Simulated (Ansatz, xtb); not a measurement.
# Relative energy of two structures of F2GaH2NP

Structure a is a doublet given by its coordinates and structure b is `N[P][Ga]([F])[F]`, a doublet. Both are isolated molecules in the gas phase, relaxed with B3LYP-D3(BJ)/def2-SVP; the shapes shown needn't be the lowest conformers.

a (Å):

```xyz
7

F    -0.5678   -0.1906    2.7046
F    -0.3437    1.7741    4.9270
Ga    0.4782    0.8152    3.7009
N     1.6060    2.0955    2.4576
P     2.7606    0.9146    3.3829
H     1.7697    3.0797    2.6847
H     1.6474    1.9864    1.4411
```

Close contacts (Å): F1–Ga3 1.76, F2–Ga3 1.76, Ga3–N4 2.11, Ga3–P5 2.31, N4–P5 1.89, N4–H6 1.02, N4–H7 1.02.

b (Å):

```xyz
7

F     0.5540    3.0952    3.9014
F     3.3151    3.7411    3.0895
Ga    2.0362    2.5445    3.0936
N     0.2494    0.2665    2.8478
P     1.8519    0.4082    2.2800
H    -0.2686   -0.5930    2.6942
H    -0.2526    0.9985    3.3474
```

Energies in hartree; the thermal terms are from B3LYP-D3(BJ)/def2-SVP harmonic frequencies (ideal gas, rigid rotor, one conformer each, 298.15 K, 1 atm) and include the zero-point energy:

|  | a | b |
| --- | --- | --- |
| E, CCSD(T)/def2-SVP | −2518.883061 | −2518.892985 |
| E, MP2/def2-SVP | −2518.845357 | −2518.855682 |
| E, MP2/def2-TZVPP | −2519.747136 | −2519.763424 |
| zero-point energy | 0.031271 | 0.031330 |
| H(298 K) − E | 0.039471 | 0.039722 |
| G(298 K) − E | −0.002156 | −0.002280 |

Question: Correct the CCSD(T) difference for the basis set by the MP2 change, then work out ΔE, ΔE₀, ΔH and ΔG for a → b in kJ/mol (1 Eh = 2625.50 kJ/mol) and the equilibrium ratio [b]/[a].

Answer: 1. Differences b − a: CCSD(T) −0.009924, MP2 in the small set −0.010325, MP2 in the large set −0.016288 Eh.
2. ΔE = −0.009924 + (−0.016288 − (−0.010325)) = −0.015887 Eh = −41.71 kJ/mol.
3. ΔE₀ = ΔE + ΔZPE = −0.015887 + (+0.000059) Eh = −41.56 kJ/mol.
4. ΔH = ΔE + (+0.000251) Eh = −41.05 kJ/mol.
5. ΔG = ΔE + (−0.000124) Eh = −42.04 kJ/mol, so ΔS = (ΔH − ΔG)/T = +3.3 J/(mol K).
6. kT = 0.9442 mEh, so K = [b]/[a] = exp(−ΔG/kT) = exp(+16.96) ≈ 2.3 × 10^7.

Structure b is favoured at this temperature. An error of 4 kJ/mol in ΔG would change K by a factor of 5. The basis-set step is large, which makes the value less sure. Mirror images and further conformers aren't counted.

Other levels gave ΔE = −49.3 (B3LYP-D3(BJ)/def2-SVP); −23.6 (HF/def2-SVP); −27.1 (MP2/def2-SVP); −26.1 (CCSD(T)/def2-SVP) kJ/mol. Open shells are spin-unrestricted. The correlated steps freeze 17 core orbitals; the filled d shell of Ga is correlated, in a basis made for valence electrons. Programs: Ansatz 0.2.0.

Opening the Ga–N–P ring favours b at every level listed, and the preference is almost wholly electronic: zero-point and thermal terms barely alter it, and the entropy gain is only +3.3 J/(mol K). In a, the nitrogen lone pair is tied up in a dative bond to gallium, leaving four-coordinate nitrogen in a strained ring with a long N–P bond of 1.89 Å. In b, nitrogen is planar and the N–P bond is clearly shorter, as expected when the lone pair delocalises into a singly occupied phosphorus p orbital. This partial π bond and the release of strain probably outweigh the lost Ga–N donation, even though gallium is left three-coordinate and Lewis acidic.

The shift towards b in the larger basis may partly reflect intramolecular basis-set superposition error, which would favour the more compact ring in the small set. The energies establish a thermodynamic preference between these two doublets, but say nothing about the ring-opening barrier, and so whether a could persist kinetically.
